# Appendix: Long jumps and diffusion in a weakly damped periodic potential

## A.1 Premises and conventions

An adatom of mass $m$ moves along $x$ in a potential $V(x)$ of period $l$, with one minimum ($V=0$, angular frequency $\omega_0$) and one barrier (height $V_0$, imaginary frequency of modulus $\omega_b$) per cell. The premises are:

1. Classical Langevin dynamics with memoryless friction, $m\ddot x=-V'-m\gamma\dot x+\xi(t)$, $\langle\xi(t)\xi(t')\rangle=2m\gamma k_BT\,\delta(t-t')$. The friction $\gamma$ is a rate (ps$^{-1}$).
2. High barrier, $\beta V_0\gg1$, with $\beta=1/k_BT$.
3. Weak damping, $\gamma\ll\omega_0,\omega_b$.
4. Independent adatoms and no bias.

The control parameter is
$$\delta=\frac{\gamma S}{k_BT},\qquad S=\int_{\rm cell}\sqrt{2m[V_0-V(x)]}\,dx. \tag{A1}$$
$S$ is the action for one passage from a barrier top to the next, that is over one lattice period, and $\gamma S$ is the mean energy lost on that passage. A full oscillation just below the barrier has action $2S$. Premises 2 and 3 leave $\delta$ free. The diffusion coefficient is defined by $\langle x^2\rangle=2Dt$. The method is that of Mel'nikov and Meshkov (1986); the form of the results for a periodic potential is that of Georgievskii and Pollak (1994).

## A.2 The energy-transfer kernel

The stationary Fokker–Planck equation for the phase-space density $W(x,p)$ is
$$\frac pm\partial_xW-V'\partial_pW=\gamma\,\partial_p\left(pW+mk_BT\,\partial_pW\right).$$
On a branch of fixed sign of $p$, use the variables $(x,E)$ with $E=p^2/2m+V$. Then $\partial_p=(p/m)\partial_E$, the left side becomes $(p/m)\,\partial_xW|_E$, and division by $p/m$ gives exactly
$$\partial_xW|_E=\gamma\,\partial_E\left[p(x,E)\left(W+k_BT\,\partial_EW\right)\right].$$
Since $(p/m)\,dp=dE$, $W\,dE$ is the flux through $x$ in the energy interval $dE$. Escape and retrapping are decided within a few $k_BT$ of the barrier energy, so by premise 2 we replace $p(x,E)$ by $p(x,V_0)$. This fails only near the barrier tops, where $p$ is small and little action accumulates. With $\varepsilon=\beta(E-V_0)$, the flux density $f=k_BT\,W$ per unit $\varepsilon$, and $d\tau=\beta\gamma\,|p\,dx|$ measured along the motion,
$$\partial_\tau f=\partial_\varepsilon f+\partial_\varepsilon^2f.$$
One passage across a cell advances $\tau$ by $\delta$. The Green function is a Gaussian of mean $-\delta$ and variance $2\delta$,
$$g(\varepsilon-\varepsilon')=(4\pi\delta)^{-1/2}\exp\left[-\frac{(\varepsilon-\varepsilon'+\delta)^2}{4\delta}\right]. \tag{A2}$$
With $s=\tfrac12+i\lambda$ its transform is
$$\tilde g(\lambda)=\int g(\varepsilon)\,e^{s\varepsilon}d\varepsilon=e^{\delta(s^2-s)}=e^{-\delta(\lambda^2+1/4)}. \tag{A3}$$
It equals 1 at $s=0$ (conservation of particles) and at $s=1$, which means $g*e^{-\varepsilon}=e^{-\varepsilon}$: the kernel preserves the Boltzmann distribution. For real $\lambda$, $0<\tilde g\le e^{-\delta/4}<1$.

## A.3 Flux equations on the lattice

Consider the steady state in which well $0$ is kept at unit population by a source at its bottom, while particles that relax into any other well are removed at its bottom. Let $f_j^+(\varepsilon)$ be the flux arriving at the right barrier of well $j$, and $f_j^-(\varepsilon)$ that arriving at its left barrier. A classical particle crosses if $\varepsilon>0$ and turns back if $\varepsilon<0$. A particle arriving at the right barrier of well $j$ has therefore either crossed from well $j-1$ or turned at the left barrier of well $j$. With the step function $\theta$,
$$f_j^\pm(\varepsilon)=\int d\varepsilon'\,g(\varepsilon-\varepsilon')\left[\theta(\varepsilon')f^\pm_{j\mp1}(\varepsilon')+\theta(-\varepsilon')f_j^\mp(\varepsilon')\right]. \tag{A4}$$

Deep in well $0$ the density is $W=e^{-\beta E}/Z$ with the harmonic value $Z=2\pi k_BT/\omega_0$. Hence for $\varepsilon\to-\infty$
$$f_j^\pm\simeq\delta_{j0}\,C e^{-\varepsilon},\qquad C=\tfrac12\Gamma_{\rm sp},\qquad \Gamma_{\rm sp}=\frac{\omega_0}{\pi}e^{-\beta V_0}, \tag{A5}$$
where $\delta_{j0}$ is the Kronecker symbol. $\Gamma_{\rm sp}$ is the transition-state rate of escape over both barriers, which is the spatial-diffusion rate of Kramers (1940) to leading order in $\gamma/\omega_b$.

Two facts fix the analytic structure. First, the lattice with every well filled, $f=Ce^{-\varepsilon}$, solves (A4); the kernel is positive and the present state has fewer sources, so $0\le f_j^\pm\le Ce^{-\varepsilon}$. Second, far below the barrier (A4) has solutions $e^{-s\varepsilon}$ with $\tilde g=\pm1$, so $s^2-s=i\pi n/\delta$ with integer $n$. The roots are $s=0,1$ and, for $n\ne0$, pairs with ${\rm Re}\,s>1$ and ${\rm Re}\,s<0$. The bound excludes ${\rm Re}\,s>1$. What remains after subtraction of the Boltzmann term is therefore bounded as $\varepsilon\to-\infty$.

The net rate at which well $j$ gains particles is inflow minus outflow over its two barriers,
$$\Gamma_j=\int_0^\infty d\varepsilon\left[f^+_{j-1}+f^-_{j+1}-f_j^+-f_j^-\right]. \tag{A6}$$
For $j\neq0$, $\Gamma_j$ is the rate of jumps that end in well $j$; $\Gamma=-\Gamma_0=\sum_{j\ne0}\Gamma_j$ is the escape rate.

## A.4 Reduction to a scalar problem

Define, for a dimensionless wavenumber $k$,
$$U^\pm(\lambda)=\sum_je^{ijk}\int_0^\infty f_j^\pm e^{s\varepsilon}d\varepsilon,\qquad L^\pm(\lambda)=\sum_je^{ijk}\int_{-\infty}^0f_j^\pm e^{s\varepsilon}d\varepsilon .$$
$U^\pm$ is analytic for ${\rm Re}\,s<1$ (${\rm Im}\,\lambda>-\tfrac12$). In $L^\pm$ the bounded remainder is analytic for ${\rm Re}\,s>0$ (${\rm Im}\,\lambda<\tfrac12$), while the Boltzmann term gives $C/(s-1)$ but converges only for ${\rm Re}\,s>1$. Its continuation to real $\lambda$ is legitimate. The term enters (A4) equally on both branches, as $b-g*b$ with $b=e^{-\varepsilon}\theta(-\varepsilon)$. Because $g*e^{-\varepsilon}=e^{-\varepsilon}$, this equals $g*a-a$ with $a=e^{-\varepsilon}\theta(\varepsilon)$, whose transform $(\tilde g-1)/(1-s)$ converges for real $\lambda$ and equals $(1-\tilde g)/(s-1)$.

The convolution theorem then turns (A4) into
$$(1-\tilde ge^{ik})\,U^+=\tilde gL^--L^+,\qquad(1-\tilde ge^{-ik})\,U^-=\tilde gL^+-L^-.$$
Form $u=e^{ik/2}U^+-e^{-ik/2}U^-$ over the common denominator $1+\tilde g^2-2\tilde g\cos k$. The coefficient of $L^+$ in the numerator is $-e^{ik/2}(1-\tilde ge^{-ik})-\tilde ge^{-ik/2}(1-\tilde ge^{ik})$. Expanding gives $-e^{ik/2}+\tilde ge^{-ik/2}-\tilde ge^{-ik/2}+\tilde g^2e^{ik/2}=-e^{ik/2}(1-\tilde g^2)$. The coefficient of $L^-$ is likewise $+e^{-ik/2}(1-\tilde g^2)$. Thus
$$u=-G\,w,\qquad w=e^{ik/2}L^+-e^{-ik/2}L^-,\qquad G=\frac{1-\tilde g^2}{1+\tilde g^2-2\tilde g\cos k}. \tag{A7}$$
The same combination gives the rates. From (A6), at $s=0$ ($\lambda=i/2$),
$$\hat\Gamma(k)=\sum_je^{ijk}\Gamma_j=(e^{ik}-1)U^++(e^{-ik}-1)U^-=2i\sin\tfrac k2\;u(i/2). \tag{A8}$$
Since $s-1=i(\lambda+i/2)$, the pole of $w$ is $w\simeq2C\sin(k/2)/(\lambda+i/2)$.

## A.5 Wiener–Hopf solution

On the real axis $G>0$, and $\ln G$ decays like a Gaussian. The functions
$$G_\pm(\lambda)=\exp\left[\pm\frac1{2\pi i}\int_{-\infty}^\infty\frac{\ln G(\lambda')}{\lambda'-\lambda}\,d\lambda'\right],\qquad {\rm Im}\,\lambda\gtrless0,$$
are analytic and free of zeros in their half-planes and tend to 1 at infinity. The jump of the Cauchy integral across the axis is $\ln G$, so $G_+G_-=G$ there. Equation (A7) becomes
$$(\lambda+\tfrac i2)\,\frac{u}{G_+}=-(\lambda+\tfrac i2)\,G_-\,w .$$
The left side is analytic in the upper half-plane and the right side in the lower one, the pole having been cancelled. Together they define an entire function. It is bounded, because $f_j^\pm$ is smooth and finite at $\varepsilon=0$, so that $u,w=O(1/\lambda)$. By Liouville's theorem it is a constant, and evaluation at $\lambda=-i/2$ gives $-2C\sin(k/2)\,G_-(-i/2)$. At $\lambda=i/2$, where $\lambda+i/2=i$, insertion in (A8) gives
$$\hat\Gamma(k)=-4C\sin^2\tfrac k2\;G_+(\tfrac i2)\,G_-(-\tfrac i2).$$
With $(\lambda'-i/2)^{-1}-(\lambda'+i/2)^{-1}=i/(\lambda'^2+\tfrac14)$ and $G$ even in $\lambda'$,
$$\ln\left[G_+(\tfrac i2)G_-(-\tfrac i2)\right]=\frac1\pi\int_0^\infty\frac{\ln G}{\lambda^2+\frac14}\,d\lambda .$$
Put $\lambda=\tfrac12\tan x$, with $x$ now an angle. Then $d\lambda/(\lambda^2+\tfrac14)=2\,dx$ and $\tilde g=P(x)=\exp[-\delta/(4\cos^2x)]$, and
$$\hat\Gamma(k)=-2\Gamma_{\rm sp}\sin^2\tfrac k2\,\exp\left\{\frac2\pi\int_0^{\pi/2}\!dx\,\ln\frac{1-P^2}{1+P^2-2P\cos k}\right\}, \tag{A9}$$
$$\Gamma_j=\frac1\pi\int_0^\pi\hat\Gamma(k)\cos(jk)\,dk. \tag{A10}$$
For $P\to0$, $\hat\Gamma=-\Gamma_{\rm sp}(1-\cos k)$, so $\Gamma=\Gamma_{\rm sp}$ and $\Gamma_{\pm1}=\Gamma_{\rm sp}/2$: single jumps only.

## A.6 Diffusion coefficient

A flight and the relaxation after it last a time of order $1/\gamma$. If $\Gamma\ll\gamma$, the well populations change slowly and, by linearity, obey $\dot n_j=\sum_i\Gamma_{j-i}n_i$. Multiplying by $(jl)^2$ and summing, with $\sum_j\Gamma_j=\sum_jj\Gamma_j=0$, gives $D=\tfrac12l^2\sum_jj^2\Gamma_j=-\tfrac12l^2\hat\Gamma''(0)$. The exponential in (A9) is smooth at $k=0$ because $P<1$, and the prefactor is $-\Gamma_{\rm sp}k^2/2+O(k^4)$. With the single-jump value $D_{\rm sp}=\tfrac12\Gamma_{\rm sp}l^2$ and $(1-P^2)/(1-P)^2=(1+P)/(1-P)$,
$$\boxed{\frac D{D_{\rm sp}}=\exp\left\{\frac2\pi\int_0^{\pi/2}\!dx\,\ln\frac{1+P(x)}{1-P(x)}\right\}} \tag{A11}$$
The mean-square jump length in units of $l^2$ is $\langle j^2\rangle=(D/D_{\rm sp})/(\Gamma/\Gamma_{\rm sp})$. At $k=\pi$ the logarithm changes sign, so $\hat\Gamma(\pi)=-2\Gamma_{\rm sp}D_{\rm sp}/D$: weak damping speeds the decay of long density waves and slows that of the zone-boundary wave by the same factor.

**Series form.** The identity
$$\frac2\pi\int_0^{\pi/2}P^n\,dx=e_n\equiv{\rm erfc}\left(\tfrac12\sqrt{n\delta}\right)$$
holds because, with $a=n\delta$, both sides equal 1 at $a=0$ and both have the derivative $-e^{-a/4}/(2\sqrt{\pi a})$, as the $\lambda$ form of the integral shows. Expanding the logarithms in powers of $P$,
$$\ln\frac D{D_{\rm sp}}=2\sum_{n\ {\rm odd}}\frac{e_n}n, \tag{A12}$$
and the exponent in (A9) is $\sum_{n\ge1}(2e_n\cos nk-e_{2n})/n$.

**Large $\delta$.** The first term dominates and $D/D_{\rm sp}\simeq1+2e_1\simeq1+4e^{-\delta/4}/\sqrt{\pi\delta}\to1$.

**Small $\delta$.** Define $A(\delta)=\exp\{(2/\pi)\int_0^{\pi/2}\ln(1-P)\,dx\}$. Doubling $\delta$ squares $P$, so $D/D_{\rm sp}=A(2\delta)/A(\delta)^2$. Write $\ln(1-e^{-y})=\ln y+r(y)$ with $y=\delta/(4\cos^2x)$. Since $\int_0^{\pi/2}\ln\cos x\,dx=-(\pi/2)\ln2$, the first part gives $\ln\delta-\ln4+2\ln2=\ln\delta$. In the second part $y=\delta(\lambda^2+\tfrac14)$; $r(y)/y$ is smooth and bounded, the shift $\delta/4$ matters only at relative order $\delta$, and the part becomes $(\sqrt\delta/2\pi)\int_0^\infty y^{-3/2}r(y)\,dy$. Termwise integration gives $\int_0^\infty y^{\sigma-1}\ln(1-e^{-y})\,dy=-\Gamma_{\rm E}(\sigma)\zeta(\sigma+1)$ for $\sigma>0$, with $\Gamma_{\rm E}$ Euler's function. Subtracting $\ln y$ continues this to $-1<\sigma<0$, because $\int_0^1y^{\sigma-1}\ln y\,dy$ for $\sigma>0$ and $-\int_1^\infty y^{\sigma-1}\ln y\,dy$ for $\sigma<0$ both equal $-1/\sigma^2$. At $\sigma=-\tfrac12$ the integral is $2\sqrt\pi\,\zeta(\tfrac12)$. Hence $A\simeq\delta\exp[\zeta(\tfrac12)\sqrt{\delta/\pi}]=\delta\,e^{-0.824\sqrt\delta}$, and multiplying the coefficient by $2-\sqrt2$,
$$\frac D{D_{\rm sp}}\simeq\frac2\delta\,e^{\,0.483\sqrt\delta}\;\to\;\frac2\delta. \tag{A13}$$
At fixed $k\ne0$ the denominator in (A9) tends to $4\sin^2(k/2)$ and the numerator gives $A(2\delta)\to2\delta$, so $\hat\Gamma\to-\delta\,\Gamma_{\rm sp}$. Thus $\Gamma\to\delta\,\Gamma_{\rm sp}$ and $\langle j^2\rangle\to2/\delta^2$. Escapes become rarer by a factor $\delta$, but an excess energy of order $k_BT$ carries the particle over about $1/\delta$ cells, and the squared length wins.

**Cosine potential.** For $V=\tfrac12V_0[1-\cos(2\pi x/l)]$,
$$\omega_0=\omega_b=\frac{2\pi}l\sqrt{\frac{V_0}{2m}},\qquad S=\frac{2l}\pi\sqrt{2mV_0}=\frac{4V_0}{\omega_0},\qquad\delta=\frac{4\gamma}{\omega_0}\beta V_0 .$$
Then $2D_{\rm sp}/\delta=\omega_0^2l^2k_BT\,e^{-\beta V_0}/(4\pi\gamma V_0)$, and $\omega_0^2l^2=2\pi^2V_0/m$ gives
$$D\to\frac{\pi k_BT}{2m\gamma}\,e^{-V_0/k_BT}\qquad(\delta\ll1), \tag{A14}$$
which does not depend on $l$.

## A.7 Range of validity

Equation (A11) is the leading term for $\beta V_0\to\infty$ at fixed $\delta$. For the cosine potential, with $z=\beta V_0/2$, the neglected effects are these.

- *Energy dependence of the loss.* At energy $V_0+\Delta$ the action per cell is $S\sqrt{1+\eta}\;{\sf E}\left(1/(1+\eta)\right)$, with $\eta=\Delta/V_0$ and ${\sf E}(\mu)=\int_0^{\pi/2}\sqrt{1-\mu\sin^2\phi}\,d\phi$. Its relative excess is of order $\eta\ln(1/\eta)$, the largest correction.
- *Anharmonicity of the well.* The configurational integral is $le^{-z}I_0(z)$ in place of $l/\sqrt{2\pi z}$, which multiplies all rates by $[\sqrt{2\pi z}\,e^{-z}I_0(z)]^{-1}$.
- *Recrossing at the barrier top.* Kramers' factor $\kappa=\sqrt{1+\gamma^2/4\omega_b^2}-\gamma/2\omega_b$ differs from 1 by order $\gamma/\omega_0=\delta/4\beta V_0$. Including $\kappa$ in $\Gamma_{\rm sp}$ extends (A11) to strong friction at leading order, since $\gamma\gtrsim\omega_0$ implies $\delta\gg1$, where the ratio is 1.
- *Quantum effects.* For $q=\beta\hbar\omega_0<2\pi$, the harmonic well and parabolic barrier multiply the transition-state rate by $\sinh(q/2)/\sin(q/2)$. The sharp step in (A4) needs $q/2\pi\ll\min(1,\sqrt\delta)$.
- *Memory.* The bath must respond fast compared with $1/\omega_0$.
- *Dimension.* For a separable surface potential $V(x)+V(y)$ the result holds along each axis. Coupling of $x$ and $y$ changes $\Gamma_{\rm sp}$ and deflects long flights; the growth $D\propto1/\gamma$ in (A14) is then not assured.

## A.8 Illustration: Na on Cu(001)

Take an isolated Na atom ($m=22.99$ u) moving between hollow sites over the bridge along $\langle110\rangle$, in a cosine potential. The inputs are approximate values typical of this system: $l=2.56$ Å, $V_0=75$ meV, $\gamma=0.9$ ps$^{-1}$. At $T=150$ K, with unrounded values carried through, $k_BT=12.9$ meV, $\beta V_0=5.80$, $\omega_0=9.74$ ps$^{-1}$, $\hbar\omega_0=6.4$ meV, $\gamma/\omega_0=0.092$, $\gamma S=27.7$ meV and $\delta=2.15$. Then $e_1=0.300$, $e_3=0.073$, $e_5=0.021$, and the full sum (A12) is $0.660$.

| Quantity (model) | Value |
|---|---|
| $\Gamma_{\rm sp}$ | $9.4\times10^{9}$ s$^{-1}$ |
| $\Gamma/\Gamma_{\rm sp}$ | 0.65 |
| single jumps, $2\Gamma_1/\Gamma$ | 0.73 |
| double jumps, $2\Gamma_2/\Gamma$ | 0.17 |
| longer jumps | 0.10 |
| $\langle j^2\rangle$ | 3.0 |
| $D/D_{\rm sp}$ | 1.9 |
| $D_{\rm sp}$ | $3.1\times10^{-6}$ cm$^2$ s$^{-1}$ |
| $D$ | $5.9\times10^{-6}$ cm$^2$ s$^{-1}$ |

The system lies in the turnover region. The bare limit $2/\delta=0.93$ is too small by a factor of two, whereas the exponential form (A13) gives 1.89 against 1.93 from (A11).

The residence time $1/\Gamma=0.17$ ns far exceeds $1/\gamma=1.1$ ps, so the master equation holds. The compiled Debye temperature of Cu, 343 K (Wikipedia), corresponds to 29.6 meV; $\hbar\omega_0$ is 0.22 of this, which makes memoryless friction reasonable though not exact. With $q=0.50$ the quantum factor is 1.02. The anharmonic factor is 0.95 and $\kappa=0.95$. The action at $\Delta=k_BT$ is 1.24 times $S$; raising $\delta$ by this factor would lower $D/D_{\rm sp}$ from 1.93 to 1.71. Within one dimension the entries are thus uncertain by ten to twenty per cent, well below the doubling of $D$ by long jumps.

The larger limitation is separability. As typical knowledge, not as a measurement, the on-top site of this system lies only about 10 meV above the bridge, whereas the separable cosine surface puts it a full $V_0$ above. With cosine profiles across the path, the transition-state flux is multiplied by the ratio of transverse configurational integrals, $e^{-z'}I_0(z')/[e^{-z}I_0(z)]$ with $z'=\beta(10\ {\rm meV})/2$, which is 2.8 at 150 K. The same coupling deflects flights and tends to shorten them. The value $D\approx6\times10^{-6}$ cm$^2$ s$^{-1}$ is therefore the model's, and it is likely to lie below the behaviour of Na on Cu(001) by a factor of roughly two to three.